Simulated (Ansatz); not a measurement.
## OsRu: Boltzmann equation against the high-temperature formula, calculated with Ansatz

Space group P-6m2 (No. 187), 2 atoms in the cell of the first input below: a = 2.710 Å, b = 2.710 Å, c = 4.279 Å, α = 90.00°, β = 90.00°, γ = 120.00°.

The structure comes from the Materials Project database of computed cells (whether it is a measured phase wasn't checked), relaxed without spin–orbit coupling to zero pressure (pressure 0.0 GPa with this functional, without spin–orbit coupling). Functional: PBEsol.

Input:

```yaml
crystal:
  lattice:
    - [2.7102339841, 0.0, 0.0]
    - [-1.355116992, 2.3471314804, 0.0]
    - [0.0, 0.0, 4.2788789703]
  atoms:
    - { symbol: Os, position: [0.3333333333, 0.6666666667, 0.5] }
    - { symbol: Ru, position: [0.0, 0.0, 0.0] }
basis:
  ecutwfc: 420
  ecutrho_ratio: 4
kpoints:
  mp_grid: { grid: [14, 14, 8] }
hamiltonian:
  xc: pbesol
scf:
  occupations: { method: methfessel_paxton, width: 0.2 }
output: {}
phonons:
  supercell: [2, 2, 2]
  qpath:
    path:
      - [[0.0, 0.0, 0.0], [0.5, 0.0, 0.0], [0.33333333, 0.33333333, 0.0], [0.0, 0.0, 0.0], [0.0, 0.0, 0.5], [0.5, 0.0, 0.5], [0.33333333, 0.33333333, 0.5], [0.0, 0.0, 0.5]]
      - [[0.5, 0.0, 0.5], [0.5, 0.0, 0.0]]
      - [[0.33333333, 0.33333333, 0.5], [0.33333333, 0.33333333, 0.0]]
    npoints: 6
  electrical_resistivity: { mesh: [28, 28, 16], temperatures: [50, 100, 200, 300, 500] }
  superconductivity: { mesh: [28, 28, 16], eliashberg_equations: false }
```

```bash
ansatz run input.yaml --threads 8 --pin off --max-ram 15360MiB --backend cpu --events-out ev --progress --plain --runs-dir out
```

Time: 2.7 min on 8 threads of Arm Neoverse V2, with other jobs on the host, peak memory 3.5 GiB.

λ_tr,xx from the finest mesh down: 0.577, 0.590, 0.656. The next coarser mesh moves the resistivity at 300 K by 6 % along the axis that moves most.

The run gives λ_tr,xx = 0.577 and a Drude plasma energy ħω_p,xx = 8.21 eV.

**Question.** Estimate the resistivity along x at 300 K from the high-temperature formula.

**Answer.** ħ/τ = 2π λ_tr k_B T = 0.0937 eV and ρ = 1/(ε0 ω_p² τ) = 10.34 μΩ cm. The Boltzmann solution gives 9.28 μΩ cm, so the estimate is 11 % high.

```
T (K)  ρ_xx (μΩ cm)  ρ_zz (μΩ cm)  formula, xx  R_H, field along x (10⁻¹¹ m³/C)  R_H, field along z (10⁻¹¹ m³/C)
   50          0.26          0.22         1.72                             16.2                             16.7
  100          1.88          1.49         3.45                             17.4                               19
  200          5.72          4.51         6.89                             16.9                             18.4
  300          9.28          7.29        10.34                             16.8                             18.1
  500         16.08         12.58        17.23                             16.6                             17.9
```

R_H depends on the direction of the field. At 300 K the next coarser mesh moves R_H by up to 6 %.

At 50 K the solution is 0.15 times the linear formula, and at 500 K 0.93 times. The formula is meant for temperatures above the phonon energies and for bands that vary little within k_B T.

Caveats: no spin-orbit coupling, which matters for these elements; not converged in the fine mesh; small supercell, couplings not converged in it.

The linear formula overestimates ρ_xx at every temperature, but the gap closes steadily on warming, as expected when phonon modes become thermally populated. At low temperature the stiffer modes freeze out, and the remaining long-wavelength phonons scatter electrons mostly through small angles, which degrades the current little. The formula instead assigns every mode its classical population, so its error at 50 K reflects quantum statistics rather than weak coupling.

Conduction is easier along z throughout, and the ratio of the two resistivities hardly changes from 100 K upward. This suggests a fixed anisotropy of the Fermi surface and its scattering, though the data don't separate velocities from lifetimes. The positive Hall coefficient indicates dominant hole-like response, but in a multiband d metal it gives no direct carrier density. Its weak temperature dependence is natural, since a uniform change in scattering rate cancels from it.

These values describe phonon scattering in an ordered crystal; in a random Os–Ru solid solution, site disorder would add a residual resistivity.
